Thermal radiation in a plasma: the photon gas with a cutoff

In a medium with free electrons, such as a metal, a doped wafer or an ionised gas, light propagates only above the plasma frequency. The gap changes the number of modes per frequency interval, and with it the equilibrium energy of the radiation. The result below depends on one number, y = ħω_p/kT, and is applied to the ionosphere.

1. Conventions and premises

Equations are in SI form. ω is an angular frequency and f = ω/2π. The symbol q is the wave number, k is Boltzmann's constant, e > 0 is the elementary charge and m is the electron mass. Energies are in eV and lengths in nm, with ħc = 197.33 eV nm.

P1. The electrons form a uniform, cold, non-relativistic fluid of fixed density n_e on a fixed neutralising background.
P2. There are no collisions, no static magnetic field and no bound-charge polarisability.
P3. The response is linear in the field.
P4. The volume V is large against every relevant wavelength, and a weak coupling to walls at temperature T lets quanta be emitted and absorbed.
P5. Only transverse waves, with E perpendicular to the wave vector, are counted.

2. Dispersion relation

By P3 the magnetic force and the convective term, both second order in the amplitude, drop out, and m ∂v/∂t = −eE. The current density is J = −n_e e v, so

∂J/∂t = ε₀ ω_p² E, with ω_p² = n_e e²/(ε₀ m). (1)

Take the curl of Faraday's law and insert the Ampère–Maxwell law:

∇×(∇×E) = −μ₀ ∂J/∂t − (1/c²) ∂²E/∂t².

For a transverse plane wave of wave number q and frequency ω the left side is q²E. The right side is (ω² − ω_p²)E/c², since μ₀ε₀ = 1/c². Hence

ω² = ω_p² + c²q². (2)

Real q requires ω ≥ ω_p. Below ω_p the wave is evanescent, which is why a metal reflects. The refractive index is n = cq/ω = √(1 − ω_p²/ω²).

3. What the energy of a mode contains

Write E = −∂A/∂t and B = ∇×A with A transverse. The equation of motion integrates to v = eA/m for the oscillating part of the velocity. The kinetic energy density of this driven motion is n_e m v²/2 = ε₀ω_p²A²/2, and the total energy is

H = (ε₀/2) ∫ [ (∂A/∂t)² + c²(∇×A)² + ω_p² A² ] dV. (3)

In a Fourier expansion each wave vector and polarisation gives an independent harmonic oscillator. The electric term acts as its kinetic energy, and (c²q² + ω_p²)A² as its potential energy, which reproduces (2). An oscillator shares its mean energy equally between the two kinds, and the potential half divides in the ratio c²q² : ω_p². The shares of a mode's energy are therefore

electric 1/2, magnetic (1 − ω_p²/ω²)/2, electron motion ω_p²/(2ω²). (4)

The quantum ħω is thus partly field and partly electron motion. The mode energy computed below includes both.

4. Density of modes

Periodic boundary conditions give one wave vector per volume (2π)³/V of q-space. With two polarisations the number of modes per unit volume in a shell dq is 2·4πq²dq/(2π)³ = q²dq/π². The plasma leaves this count unchanged and alters only the frequency assigned to each q. From (2), q = √(ω² − ω_p²)/c and q dq = ω dω/c², so

g(ω) = ω √(ω² − ω_p²)/(π²c³) for ω ≥ ω_p, and zero below. (5)

This is the vacuum value ω²/(π²c³) times n. The square-root onset has the same origin as that at a parabolic band edge, since near q = 0 relation (2) reads ħω ≈ ħω_p + ħc²q²/(2ω_p).

5. Occupation and energy

Each oscillator has levels (r + 1/2)ħω with r = 0, 1, 2, … By P4 the number of quanta is not conserved, so the chemical potential is zero. The zero-point part does not depend on T at fixed n_e and is left out. The partition function of one mode is the geometric series 1/(1 − e^(−x)) with x = ħω/kT, and the mean energy is ħω/(eˣ − 1). Integrating over (5), with y = ħω_p/kT,

u = (kT)⁴/(π²ħ³c³) · J(y), J(y) = ∫_y^∞ x² √(x² − y²)/(eˣ − 1) dx. (6)

At y = 0, expanding 1/(eˣ − 1) = Σ_j e^(−jx) over j ≥ 1 gives J(0) = 6 Σ 1/j⁴ = π⁴/15 = 6.494. This is the Stefan–Boltzmann law u = aT⁴ with a = π²k⁴/(15ħ³c³) = 4.722×10⁻²⁴ eV nm⁻³ K⁻⁴. In general

u = aT⁴ · (15/π⁴) J(y). (7)

Energy scales as T⁴ only at fixed y. The free energy of a mode is φ = kT ln(1 − e^(−x)), and φ − T ∂φ/∂T = ħω/(eˣ − 1) when ω is held fixed. So u is the thermodynamic energy of the modes at fixed electron density.

6. Exact series

Define K_ν(z) = ∫_0^∞ e^(−z cosh θ) cosh(νθ) dθ. Put x = y cosh θ and z = sy. One integration by parts gives

∫_y^∞ √(x² − y²) e^(−sx) dx = y² ∫_0^∞ sinh²θ e^(−z cosh θ) dθ = y² K₁(z)/z.

Two derivatives with respect to s supply the factor x², and d/ds = y d/dz. The recurrences d(K₁/z)/dz = −K₂/z and dK₂/dz = −K₁ − 2K₂/z give d²(K₁/z)/dz² = K₁/z + 3K₂/z². Setting s = j and summing,

J(y) = Σ_j [ y³K₁(jy)/j + 3y²K₂(jy)/j² ]. (8)

The terms fall as e^(−jy), so the series is efficient for y of order one and above.

7. Small y: hot radiation, low cutoff

The expansion √(x² − y²) = x − y²/(2x) − y⁴/(8x³) − … fails near x = y, so the integral is split at a point X with y ≪ X ≪ 1.

Above X the root is expanded. Missing pieces from 0 to X follow from 1/(eˣ − 1) = 1/x − 1/2 + x/12 − …:

∫_X^∞ x³/(eˣ − 1) dx = π⁴/15 − X³/3 + X⁴/8 − …
∫_X^∞ x/(eˣ − 1) dx = π²/6 − X + X²/4 − …
∫_X^∞ dx/[x(eˣ − 1)] = 1/X + (1/2) ln X + C + …

The value π²/6 is Σ 1/j². The constant C comes from ∫_0^∞ x^(s−1)/(eˣ − 1) dx = Γ(s)ζ(s), continued to s → 0. There Γ(s) = 1/s − γ and ζ(s) = −1/2 − (s/2) ln 2π to the order needed, with γ Euler's constant, so Γζ = −1/(2s) + (γ − ln 2π)/2. The continued piece from 0 to X is −1/X − 1/(2s) − (1/2) ln X. Subtraction removes the pole and leaves C = (γ − ln 2π)/2 = −0.6303. The upper part of J is the first integral, minus y²/2 times the second, minus y⁴/8 times the third.

Below X the root is kept and the occupation is expanded. With w = √(X² − y²):

∫_y^X x √(x² − y²) dx = w³/3 = X³/3 − y²X/2 + y⁴/(8X) + …
∫_y^X x² √(x² − y²) dx = X(2X² − y²)w/8 − (y⁴/8) ln[(X + w)/y] = X⁴/4 − y²X²/4 + y⁴/32 − (y⁴/8) ln(2X/y) + …

The lower part of J is the first line minus half the second. The later terms x/12, … lead to odd powers of w, hence odd powers of X, and leave no X-independent piece.

On adding the two parts the terms in X³, X⁴, y²X, y²X², y⁴/X and y⁴ ln X cancel in pairs, as they must. What remains is π⁴/15 − π²y²/12 + y⁴[(1/16) ln(2/y) − 1/64 − C/8]. Inserting C and dividing by π⁴/15,

u = aT⁴ { 1 − 5y²/(4π²) + (15y⁴/(16π⁴)) [ln(4π/y) − γ − 1/4] + O(y⁶) }. (9)

The coefficients are 5/(4π²) = 0.1267 and 15/(16π⁴) = 9.62×10⁻³. In dimensional form the leading deficit is

δu = (ħω_p)²(kT)²/(12ħ³c³). (10)

It grows as T², so at fixed ω_p the heat capacity is 4aT³[1 − 5y²/(8π²) + …].

Two points deserve attention. First, the deficit is not the forbidden band. The vacuum spectrum below ω_p holds ∫_0^y x² dx = y³/3, a fraction 5y³/π⁴ of aT⁴, which is smaller than the deficit by the factor π²/(4y). The deficit is spread as (y²/2) x/(eˣ − 1) over all frequencies up to a few kT/ħ, where n lies slightly below one. Second, (9) has no y³ term. In the classical region each mode holds kT and the number of modes depends on q alone, which is why w³/3 appears there.

The electron share follows from (4): u_el = aT⁴ (15/π⁴)(y²/2) ∫_y^∞ √(x² − y²)/(eˣ − 1) dx. The same split applies. Below X the classical term gives w − y arccos(y/X) → X − πy/2, and above X the second integral gives π²/6 − X, so the integral is π²/6 − πy/2 + … To leading order u_el = aT⁴·5y²/(4π²), equal in size to δu. The energy in the fields alone, u − u_el, is therefore aT⁴[1 − 5y²/(2π²) + O(y³)], with twice the deficit.

8. Large y: frozen-out radiation

For y ≫ 1 the occupation is e^(−x), with relative corrections of order e^(−y). Put x = y + t:

x²√(x² − y²) = √2 y^(5/2) t^(1/2) (1 + t/y)² (1 + t/2y)^(1/2) = √2 y^(5/2) t^(1/2) [1 + (9/4)(t/y) + (47/32)(t/y)² + …].

The integrals over t with weight e^(−t) are Γ(3/2) = √π/2, Γ(5/2) = (3/2)Γ(3/2) and Γ(7/2) = (15/4)Γ(3/2). Thus

u = aT⁴ (15/π⁴) √(π/2) y^(5/2) e^(−y) [1 + 27/(8y) + 705/(128y²) + …], (11)

with prefactor (15/π⁴)√(π/2) = 0.1930. The structure is familiar from carrier statistics: an effective density of states proportional to (ω_p T)^(3/2), a Boltzmann factor for the gap ħω_p, and an energy of about ħω_p per quantum.

The ratio u/aT⁴ shows where each form serves. The full value is from (6) or (8).

y = 0.5: full 0.9698; (9) to y² 0.9683; to y⁴ 0.9698
y = 1: full 0.8899; (9) to y² 0.8733; to y⁴ 0.8897
y = 2: full 0.6579; (9) to y² 0.4934; to y⁴ 0.6490
y = 5: full 0.1394; (11) leading 0.0727; with 27/(8y) 0.1218
y = 10: full 3.865×10⁻³; (11) leading 2.771×10⁻³; with 27/(8y) 3.706×10⁻³

The y² form is good to about 2 % at y = 1. The leading form of (11) is still 28 % low at y = 10, so y^(5/2)e^(−y) gives the trend and needs its corrections for numbers.

9. Range of validity

Background polarisability. A constant background permittivity ε_b turns (2) into ε_b ω² = ω_p² + c²q². Then q = √ε_b √(ω² − ω_p²/ε_b)/c, the density (5) gains the factor ε_b^(3/2), and (7) holds with that factor and y replaced by y/√ε_b. For a doped semiconductor m is also replaced by the conductivity effective mass.

Damping. Sharp modes need a collision rate ν ≪ ω_p, and the edge in (5) is smeared over a width of order ν. In heavily doped semiconductors at room temperature ν is often comparable with the screened plasma frequency. The real edge is then broad, absorption continues below it, and the exponential suppression (11) of the lossless mode count understates the field energy there by a large factor.

Thermal motion. The phase velocity ω/q exceeds c, so no electron keeps step with the wave and there is no Landau damping. Corrections to ω_p² are of relative order kT/mc².

Graininess. A thermal wavelength may be shorter than the electron spacing. The y² term survives, because it is first order in n_e. Each electron adds e²A²/2m at its own position, and averaging over uniformly random positions returns the last term of (3).

Magnetic field. With cyclotron frequency Ω = eB/m, an electron driven by a circularly polarised wave along B responds as 1/(ω ∓ Ω) in place of 1/ω, so n² = 1 − ω_p²/[ω(ω ∓ Ω)]. The cutoffs move to ±Ω/2 + √(Ω²/4 + ω_p²), and further branches appear at low frequency. At thermal frequencies the terms linear in Ω cancel between the two polarisations, and (10) changes by a relative amount of order (ħΩ/kT)².

Longitudinal fields. P5 omits the Coulomb correlation energy. With electrons and singly charged ions at one temperature, κ² = 2n_e e²/(ε₀kT). A charge Q sits in the potential −Qκ/(4πε₀) of its screening cloud, the r → 0 limit of Q(e^(−κr) − 1)/(4πε₀r). Half the sum of charge times potential over 2n_e particles per volume is −n_e e²κ/(4πε₀) = −kTκ³/(8π), the Debye–Hückel energy.

Variable density. If n_e changes with T, (7) holds at each T with the current ω_p, and du/dT gains a term in dω_p/dT.

Equilibrium. The medium must be optically thick or enclosed by walls at T.

10. Illustration: an ionospheric layer with a 10 MHz cutoff

Take f_p = ω_p/2π = 10 MHz and a typical upper-ionosphere temperature T = 1500 K. Then ħω_p = hf_p = 4.1357×10⁻⁸ eV and kT = 0.12926 eV, so y = 3.20×10⁻⁷. Equation (1) gives n_e = 1.240×10⁻¹⁵ nm⁻³, or 1.240×10⁶ cm⁻³. The vacuum wavelength at cutoff is 2.998×10¹⁰ nm, about 30 m. The value y = 1 would need T = 4.80×10⁻⁴ K, so (9) applies and (11) never does.

The vacuum energy density is aT⁴ = 2.391×10⁻¹¹ eV nm⁻³. The relative deficit is 5y²/(4π²) = 1.30×10⁻¹⁴, and (10) gives δu = 3.1×10⁻²⁵ eV nm⁻³. The y⁴ term is 1.7×10⁻²⁷ of aT⁴. The fields alone lose 2.6×10⁻¹⁴ of aT⁴. The forbidden band would have held 1.68×10⁻²¹ of aT⁴, which is 7.7×10⁶ times less than the deficit.

The spectrum near the edge changes at order one. At 11 MHz the mode density is 0.417 of the vacuum value, each mode holds about kT/ħω = 2.84×10⁶ quanta, and 0.413 of its energy is electron motion. At 20 MHz the density is 0.866 of the vacuum value.

Several neglected effects are small against δu. Thermal motion enters at kT/mc² = 2.5×10⁻⁷. A typical collision rate of 10³ s⁻¹ gives ν/ω_p = 1.6×10⁻⁵. Mobile O⁺ ions of about 16 u add the fraction m/M = 3.4×10⁻⁵ to ω_p², where M is the ion mass. A typical geomagnetic field of 50 μT gives Ω/2π = 1.4 MHz and (ħΩ/kT)² = 2.0×10⁻¹⁵, although it splits the edge into cutoffs at 9.3 and 10.7 MHz, so (5) is not the real spectrum within a few MHz of f_p. The thermal wavelength hc/kT = 9.6×10³ nm is shorter than the spacing n_e^(−1/3) = 9.3×10⁴ nm, the case covered by the averaging argument.

Two neglected terms are not small. Neutral oxygen atoms, with a typical density N = 10⁻¹² nm⁻³ and an approximate polarisability volume α′ = 0.8 Å³, give ε_b − 1 = 4πNα′ = 1.0×10⁻¹⁴. The energy rises by ε_b^(3/2) − 1 ≈ 6πNα′ = 1.5×10⁻¹⁴, as large as the plasma deficit and of opposite sign. Since N varies severalfold with height and solar activity, the sign of the net change is not fixed. The Debye–Hückel energy, with 1/κ = 1.70×10⁶ nm, is −1.05×10⁻²¹ eV nm⁻³, which exceeds δu in size by a factor 3.4×10³.

The equilibrium premise fails outright in the infrared. The Thomson cross-section (8π/3)(e²/4πε₀mc²)² = 6.65×10⁻¹¹ nm² gives an optical depth of 8×10⁻¹² over a layer about 100 km (10¹⁴ nm) thick, so the electrons hardly touch photons near kT. The radiation actually present is diluted sunlight and the infrared emission of the Earth, and its energy density lies below aT⁴ at 1500 K by a large factor, of the order of several hundred. The numbers above describe a sample of such plasma inside a cavity at 1500 K. There the cutoff reshapes the radio end of the spectrum and changes the total by about one part in 10¹⁴.